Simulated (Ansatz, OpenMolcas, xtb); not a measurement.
**Redistribution: CBrCl2F + C2H4F2 → CHCl2F + C2H3BrF2**

Species: CBrCl2F `FC(Cl)(Cl)Br`, singlet; C2H4F2 (1,1-difluoroethane) `CC(F)F`, singlet; CHCl2F (dichlorofluoromethane) `FC(Cl)Cl`, singlet; C2H3BrF2 (2-bromo-1,1-difluoroethane) `FC(F)CBr`, singlet. The partners trade Br for H; both sit on C, so the bond types are kept.

Shapes, held fixed at every level: PBE0-D4/def2-TZVP. Flexible molecules stand in one conformer, not always the lowest. Programs: Ansatz 0.2.0, OpenMolcas 26.06, xtb 6.7.1. A level may come from different programs for different species; with the same settings they agree closely. Electronic energies: no zero-point or thermal term.

```tsv
level	kind	ΔE (kJ/mol)	less CCSD(T)/def2-TZVPP
GFN0-xTB	semi-empirical	+26.2	+42.8
HF/def2-SVP	Hartree–Fock	-33.9	-17.3
PBE-D4/def2-TZVPP	GGA	-6.0	+10.6
B3LYP/6-31G* (spherical functions)	global hybrid	-19.5	-2.9
PBE0/def2-SVP	global hybrid	-11.1	+5.5
PBE0-D4/def2-TZVPP	global hybrid	-12.9	+3.7
CCSD/def2-TZVPP	coupled cluster or CI	-20.4	-3.8
CCSD(T)/def2-TZVPP	coupled cluster or CI	-16.6	0.0
```

The highest level, CCSD(T)/def2-TZVPP, gives ΔE = -16.6 kJ/mol; the levels span -33.9 to +26.2. They disagree on the sign: 1 of 8 are positive. The column of differences is taken from that level and isn't an error. No measured value is set beside it here. Relativity is left out for Br unless named. Correlated rows may include outer-core shells of Br, which these sets cover unevenly.

Moving bromine from the tetrahalogenated carbon to the methyl carbon of difluoroethane is downhill at every level except GFN0-xTB, whose positive value stands alone and gives no reason to doubt the direction. Because the bond types are conserved, the energy reflects the surroundings of the C–Br and C–H bonds rather than a difference in their intrinsic strengths. In CBrCl2F, bromine is packed against two chlorines and a fluorine on a carbon already depleted of charge; replacing it with hydrogen relieves repulsion between the halogens. Lone-pair donation from fluorine and chlorine into the C–Br antibonding orbital works the other way, but evidently doesn't outweigh the gain. The exothermicity shrinks from -20.4 kJ/mol with CCSD to -16.6 kJ/mol with CCSD(T), probably because correlation between neighbouring halogen shells favours the crowded reactant. The result doesn't establish which carbon of difluoroethane bromine would prefer, since the isomer with bromine on the fluorinated carbon wasn't computed.
